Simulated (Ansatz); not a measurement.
# AgAu: from λ and ω_log to T_c — Ansatz, plane waves and PAW

Space group R-3m (No. 166), 2 atoms in the cell of the first input below: a = 4.960 Å, b = 4.960 Å, c = 4.960 Å, α = 33.78°, β = 33.78°, γ = 33.78°.

The structure comes from the Materials Project database of computed cells (whether it is a measured phase wasn't checked), relaxed without spin–orbit coupling to zero pressure (pressure 0.0 GPa with this functional, without spin–orbit coupling). Functional: PBEsol.

Input:

```yaml
crystal:
  lattice:
    - [1.4411108058, 0.8320257116, 4.6724888732]
    - [-1.4411108058, 0.8320257116, 4.6724888732]
    - [0.0, -1.6640514233, 4.6724888732]
  atoms:
    - { symbol: Ag, position: [0.0, 0.0, 0.0] }
    - { symbol: Au, position: [0.5, 0.5, 0.5] }
basis:
  ecutwfc: 420
  ecutrho_ratio: 4
kpoints:
  mp_grid: { grid: [14, 14, 14] }
hamiltonian:
  xc: pbesol
scf:
  occupations: { method: methfessel_paxton, width: 0.2 }
output: {}
phonons:
  supercell: [2, 2, 2]
  qpath:
    path:
      - [[0.0, 0.0, 0.0], [0.5, 0.5, 0.5], [0.81219427, 0.18780573, 0.5]]
      - [[0.5, -0.18780573, 0.18780573], [0.5, 0.0, 0.0], [0.0, 0.0, 0.0], [0.34390286, -0.34390286, 0.0]]
      - [[0.65609714, 0.0, 0.34390286], [0.5, 0.0, 0.5], [0.0, 0.0, 0.0]]
    npoints: 6
  electrical_resistivity: { mesh: [28, 28, 28], temperatures: [50, 100, 200, 300, 500] }
  superconductivity: { mesh: [28, 28, 28], eliashberg_equations: false }
```

```bash
ansatz run input.yaml --threads 8 --pin off --max-ram 15360MiB --backend cpu --events-out ev --progress --plain --runs-dir out
```

Time: 15 min on 8 threads of Intel(R) Xeon(R) Processor @ 2.50GHz (Skylake/Cascade Lake), on a shared host, peak memory 5.6 GiB.

On the finest mesh λ = 0.1476, ω_log = 10.469 meV, N(E_F) = 0.273 states per eV, spin and cell. λ by mesh: 28×28×28 0.148, 14×14×14 0.149, 7×7×7 0.161.

Problem. What T_c does McMillan's formula in the Allen–Dynes form give for μ* = 0.10?

Solution. T_c = (ω_log/1.2) exp[−1.04(1+λ)/(λ − μ*(1+0.62λ))] = (121.49 K/1.2) × exp(−1.1935/0.0384) = a value under 10^-11 K, that is no superconductivity at this level.

Caveats: no spin-orbit coupling, which matters for these elements; small supercell, couplings not converged in it.

The coupling is so weak that the Coulomb repulsion cancels most of it: with λ = 0.1476 and μ* = 0.10, little net attraction remains, and the exponential reduces T_c to practically nothing. The low ω_log, expected for heavy atoms, matters far less, since it only sets the prefactor.

The cause is probably electronic. In both noble metals the d shell is full and lies below the Fermi level, leaving broad, well-screened sp states there. These give a low density of states and scatter only weakly from lattice vibrations. Alloying Ag with Au adds no valence electrons and so doesn't change this picture, which fits the absence of observed superconductivity in either element at ambient pressure.

The change in λ between the two finest meshes is too small to affect the verdict. The exact T_c has no quantitative meaning, however, because it depends on a small difference between attraction and repulsion. The result describes an ordered cell, whereas Ag and Au ordinarily form a random solid solution, whose disorder scattering isn't captured here.
